## Platinum with eight neighbours below platinum with fourteen: what orders this list?

**Question**

I am looking at a ranking of relaxed platinum structures from an r2SCAN calculation. The last column is the energy per atom above the lowest structure. I tell the rows apart by their space group number, because several are labelled "changed type": their relaxation ended in another structure than the one it started from.

Relaxed structures of platinum, computed with Ansatz 0.2.0 (plane-wave PAW DFT, r2SCAN, scalar-relativistic, without spin polarisation; cutoff 500 eV, Gaussian smearing 0.1 eV). Cell and atoms were relaxed at 0 GPa, keeping the symmetry of the start. Energies are relative to the lowest structure, with a tolerance of 4 meV/atom.

```csv
found from,space group number,atoms in cell,volume per atom (Å³),over lowest (meV/atom)
changed type,139,1,15.48,0.0
database cell,225,1,15.29,4.0
La type,194,4,15.34,38.0
Sm type,166,3,15.36,48.0
changed type,69,2,15.94,49.0
changed type,194,4,15.89,57.0
database cell,194,2,15.41,65.0
Sn type,191,1,16.48,87.0
database cell,229,1,15.48,98.0
Ti type,191,3,15.67,154.0
Sn type,141,2,16.78,274.0
W type,223,8,15.85,278.0
Ca type,221,1,17.65,431.0
changed type,194,4,20.28,955.0
Si type,227,2,23.39,1135.0
```

The bottom of the list makes sense to me. Simple cubic (221) and diamond (227) leave each atom few neighbours, and they are expensive. Further up I lose the thread. Simple hexagonal (Sn type, 191) has only eight close neighbours per atom and costs 87 meV, while the W type (223, also called A15) surrounds its atoms with twelve or fourteen and costs 278 meV. And bcc (229) has the same volume per atom as the lowest row, yet lies 98 meV above it. Is there an idea that orders this list?

**Answer**

There is one for the eight lowest rows, and the bonding rule behind it carries over to the open lattices at the bottom. All eight are stacks of triangular layers, the pattern of billiard balls in a rack (in the lowest row and row 69 the triangles are very slightly distorted). They differ in how each layer rests on the next. The structures that break your neighbour rule, above all bcc and A15, contain no such regular, close-packed layers, and there band theory points to the filling of platinum's d band.

**Three ways to put one layer on another**

An atom has six neighbours in its own layer. If the next layer sits in the hollows, the atom gains three neighbours above and three below, twelve in all. If it sits on the bridges between two atoms, the total is ten, and if it sits directly on top, eight. Fcc (225), the two-atom hcp cell (194), the La type and the Sm type all use hollows; the lowest row (139) uses bridges; simple hexagonal is stacked on top.

The other two of the eight rows mix these contacts, judging by their cells and symmetries. Row 69 appears to alternate on-top and bridge contacts; for this row I have only the cell its final run started from, not the relaxed one. The "changed type" row in 194 with 15.89 Å³ per atom alternates on-top and hollow contacts. Its relaxed cell is 2.72 Å wide and 9.923 Å high. If the hollow contacts have their ideal height, that leaves about 2.74 Å for each on-top contact, close to the distance between neighbours within a layer. They started as the open structures of black phosphorus and lonsdaleite and collapsed into layers, so platinum had an easy way downhill from both.

**Why losing neighbours is so cheap**

Hard balls make a useful comparison. With balls of fixed diameter $d$, the layer spacing is $\sqrt{2/3}\,d$ for hollows, $\sqrt{3}/2\,d$ for bridges and $d$ for on-top stacking. Going from hollows to bridges would therefore swell the stack by about 6 %, and going to on-top stacking by about 22 %. In the table, the lowest row is only about 1 % larger than fcc, and simple hexagonal about 8 %.

The comparison ends there, because platinum atoms are not hard balls: with fewer neighbours they move closer together. Standard bonding theory says why. The repulsion between atoms grows in proportion to the number of neighbours $Z$, but the bonding through the d electrons grows only as $\sqrt{Z}$, since that is how the width of the d band grows. Take neighbours away, and the repulsion falls faster than the attraction. The remaining bonds can then shorten and strengthen, which pays back much of the loss.

This is why ten neighbours can compete with twelve, though the rule is too coarse to say which of them wins. The 4 meV between the lowest row and fcc is no more than the stated tolerance of the calculation, so the two are tied. Spin-orbit coupling, which is strong in platinum, is also left out, as are temperature and the zero-point motion of the atoms, and these could shift a difference of this size. Real platinum is fcc, and the top line should not be read as a prediction to the contrary.

**Adding up the layers**

If a layer mainly feels the layers next to it, the cost of a mixed stack should be the average of its parts. Row 69 is a good test, since its two kinds of contact each occur alone elsewhere in the table. Pure bridge stacking costs 0 and pure on-top stacking 87 meV per atom. With equal numbers of both,

$$E \approx \frac{0 + 87}{2} \approx 44\ \text{meV per atom}.$$

The calculation gives 49 meV, a value that did not enter the estimate. The same average puts the volume at 15.98 Å³ per atom, against 15.94 Å³ in the table.

Hollow contacts need one more distinction. A layer in fcc has its two neighbouring layers in different positions, while a layer in hcp has them in the same position. Both give twelve neighbours, yet hcp lies 61 meV above fcc, so a layer's cost also depends clearly on how its two neighbouring layers lie relative to each other. What can be averaged most safely is therefore the cost of a layer together with the arrangement around it. By that stricter rule row 69 was not bound to fit so well, since each of its layers has one contact of each kind, which happens in neither pure stack.

The La type has half of its layers arranged as in hcp, and the Sm type two thirds. Mixing the fcc and hcp energies in these shares gives about 35 and 45 meV. The computed values are each 3 to 4 meV higher, which is within the tolerance. The order fcc, La type, Sm type, hcp is thus the order of a rising share of hcp-like layers.

The changed row in 194 is less sharply predicted, because its hollow contacts could behave as in fcc or as in hcp. Averaged with on-top stacking, the two choices give 46 and 76 meV. The computed 57 meV lies between them. The layer picture thus explains why this row costs more than fcc and less than simple hexagonal, but it cannot place it to a few meV.

**The open lattices follow the same bonding rule**

Simple cubic and diamond carry the loss of neighbours much further. The distance between nearest atoms, which follows directly from the volume in these cubic lattices, falls from 2.79 Å in fcc to 2.60 Å in simple cubic and 2.48 Å in diamond. The volume rises all the same, because the space between the bonds grows faster than the bonds shrink. The atoms are further apart on average, but those that touch are bound more tightly.

A rough estimate shows how much this matters. Platinum's cohesive energy is roughly 6 eV per atom. If every bond were worth the same, going from twelve neighbours to four would cost two thirds of it, about 4 eV. Letting the whole cohesion scale as $\sqrt{Z}$ brings this down to about 2.5 eV, still more than twice the computed 1.1 eV. Both estimates ignore the shortening of the bonds and leave out atoms beyond the nearest shell. The second also lets the repulsion fall only as $\sqrt{Z}$, which is too slow. For simple cubic it does worse still, giving about 1.7 eV where the calculation has 0.43 eV, so it shows the direction of the effect but not its size.

Volume is therefore a fair guide to the large steps in the list. A straight line through all fifteen rows, fitted by least squares, rises by about 150 meV for each additional Å³ per atom. Its typical error is 85 meV, however, which is about as large as the whole spread of the eight layered structures. It can tell you that diamond is expensive, but not which dense structure is best. Its worst miss is the changed row at 955 meV, which it puts 176 meV too low. The shape of that row is not known to me, so I leave its cost unexplained.

**Where the neighbour rule breaks**

A15 is the clearest exception. It is denser than simple hexagonal and gives its atoms more neighbours, yet it lies 191 meV higher. The line in volume puts it about 160 meV too low. The Ti type (191, three atoms in the cell) is a milder case: it too is denser than simple hexagonal, yet lies 67 meV higher. So the table shows that neither crowding nor volume accounts for the cost of A15; for a likely cause one has to turn to band theory.

Two structures can have d bands of similar width and still distribute the levels differently within them. In bcc and A15 the density of levels has a dip near the middle of the band, with bonding levels below it and antibonding levels above. A metal with a half-filled d band, such as tungsten, fills the bonding part and stops near the dip, which makes these structures favourable. Platinum has filled its d band far beyond that point and gains little from the dip. The table holds no level densities, so this cause is argued here, not tested.

For a nearly full band it is easier to count the empty levels. The average of all the d levels depends little on how the atoms are arranged, so if the few empty levels lie high, the filled ones must lie low on average, and the energy is low. The fcc arrangement has many levels close to the upper edge of the d band, which should help it in a metal such as platinum, where only a small part of the d band is empty. The same kind of argument explains how fcc and hcp can differ although their atoms have equally many neighbours at almost the same distance.

The Sn type in 141 looks odd beside simple hexagonal: it is barely looser but costs about three times as much. The line in volume fits it well, however; it is simple hexagonal that lies unusually low, about 127 meV below the line. My guess is that it has fewer than eight close neighbours, as the corresponding form of tin does, but I have not checked this against its relaxed shape.

**What about bcc?**

Bcc is best understood together with the two structures at the top of the list. All three can be described by the same body-centred tetragonal cell, with only the ratio of its height $c$ to its width $a$ changing. The lowest row has $c/a \approx 0.80$ in its relaxed cell, bcc has exactly 1, and fcc has $\sqrt{2}$. Bcc thus stands between two structures that are both more than 90 meV lower, and it could not move towards either, because the relaxation preserves its cubic symmetry.

That makes bcc look like the top of a hill rather than the bottom of a valley, although only a calculation along the path could confirm it. The same caution applies to the other rows: every relaxation kept the symmetry of its start, so any of them, the lowest included, may be a saddle point rather than a stable structure. The same path leads to the question that this table leaves open. Is the low point at $c/a \approx 0.80$ a true second valley, and does it remain level with fcc once spin-orbit coupling is included and the electronic smearing is reduced?
